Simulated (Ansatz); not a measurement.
## CsK3: energy above lowest point as volume scale varies

Results calculated with Ansatz 0.2.0, not measured. Free energy against uniform scaling of the volume at fixed shape and fractions; periodic cell, basis, potentials, k mesh and filling as listed.

The cell before it is scaled or strained (space group Fm-3m, No. 225):
```
CELL_PARAMETERS angstrom
0.00000 5.54690 5.54690
5.54690 0.00000 5.54690
5.54690 5.54690 0.00000
ATOMIC_POSITIONS crystal
K 0.25000 0.25000 0.25000
K 0.75000 0.75000 0.75000
K 0.50000 0.50000 0.50000
Cs 0.00000 0.00000 0.00000
```

Settings of every row: functional PBEsol; dispersion none; potentials PAW; wave cutoff 420 eV; density cutoff 1680 eV; k mesh 4x4x4; k shift 0x0x0; occupations cold; smearing width 0.15 eV; spin none.

Limits: coarse k mesh, up to 40 meV an atom off; no spin-orbit coupling, which can matter with elements this heavy; the cell comes from a prototype or a list of computed structures and needn't be the stable phase.

| row | volume scale | V (Å³/atom) | energy above lowest point (meV/atom) |
| --- | --- | --- | --- |
| 1 | 0.88 | 75.094 | 2.7 |
| 2 | 0.92 | 78.507 | 0 |
| 3 | 0.96 | 81.92 | ? |
| 4 | 1 | 85.334 | 3.3 |
| 5 | 1.04 | 88.747 | 8.3 |
| 6 | 1.08 | 92.16 | 15.1 |
| 7 | 1.12 | 95.574 | 23.3 |

Question: what energy above lowest point should row 3 give?

Worked fit of energy above lowest point. Take u = (V_r/V)^(2/3) − 1 with V_r = 87.041 Å³ an atom, which is twice the finite (Eulerian) strain; such expansions in the strain, on which the Birch-Murnaghan equation of state is built, carry the rest volume and the bulk modulus. The shown rows have u = 0.10343, 0.07122, 0.01329, -0.01286, -0.03738, -0.06044. Least squares give energy above lowest point = 5.57 − 192.79 × u + 1640.3 × u² − 427 × u³ meV/atom; a parabola predicts inner rows, each left out in turn, worse (root mean square 0.078 against 0.021 meV/atom). All shown rows lie on it to the printed digit. Its lowest point lies at u = 0.0602, or V = 79.74 Å³ an atom, and the curvature there gives the bulk modulus at fixed shape and fractions, B = (4/9)(1 + u)² E″(u)/V = 3.14 GPa. The withheld row has u = 0.04125, so the fit gives 5.57 − 192.79 × (0.04125) + 1640.3 × (0.04125)² − 427 × (0.04125)³ = 0.4 meV/atom.

The calculation gave 0.4 meV/atom. The fit meets it to the printed digit.
